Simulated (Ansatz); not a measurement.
# Ligand exchange: C2H6O2S + C2H7BO3 → CH4O3S + C3H9BO2

Species: C2H6O2S `CS(C)(=O)=O`, singlet; C2H7BO3 `COB(O)OC`, singlet; CH4O3S (methanesulfonic acid) `CS(=O)(=O)O`, singlet; C3H9BO2 `COB(C)OC`, singlet. The partners trade CH3 for OH: S–CH3 and B–OH bonds give way to S–OH and B–CH3.

Shapes, held fixed at every level: PBE0-D4/def2-TZVP. Flexible molecules stand in one conformer, not always the lowest. Programs: Ansatz 0.2.0. Electronic energies: no zero-point or thermal term.

(1) Estimate ΔE of this reaction.

Results:

(1) The highest level, CCSD(T)/CBS estimate, gives ΔE = +105.8 kJ/mol; the levels span +96.2 to +117.6. The column of differences is taken from that level and isn't an error. No measured value is set beside it here. The CBS estimate extrapolates MP2 from def2-TZVPP and def2-QZVPP and adds CCSD(T) − MP2 in the triple-zeta set, cores frozen.

```tsv
level	kind	ΔE (kJ/mol)	less CCSD(T)/CBS estimate
HF/def2-TZVPP	Hartree–Fock	+117.6	+11.8
PBE-D4/def2-TZVPP	GGA	+96.2	-9.6
r2SCAN-D4/def2-TZVPP	meta-GGA	+101.0	-4.8
B3LYP-D4/def2-TZVPP	global hybrid	+105.6	-0.2
wB97X-V/def2-TZVPP	range-separated hybrid	+99.8	-6.0
CCSD/def2-TZVPP	coupled cluster or CI	+106.6	+0.8
CCSD(T)/CBS estimate	coupled cluster or CI	+105.8	0.0
```

The exchange is strongly uphill at every level, so hydroxyl belongs on boron and methyl on sulfur. The main reason is probably the B–O bond that is given up. It is strongly polar and is reinforced by donation from an oxygen lone pair into the empty p orbital of boron, which a methyl group can replace only with weak hyperconjugation. The two methoxy groups that remain still feed that orbital, which softens the loss but doesn't cancel it. The new S–OH bond gains polarity over S–CH3, but sulfur(VI) has no comparable vacant p orbital, so the gain there falls well short.

Hartree–Fock puts the cost highest, at +117.6 kJ/mol, and CCSD brings it down to +106.6, so correlation favours the products somewhat without creating or reversing the preference. B3LYP's near match to the highest level probably owes something to error cancellation. With equal numbers of molecules on both sides, entropy is unlikely to overturn so large an energy difference in the gas phase, though the size of the barrier remains open.
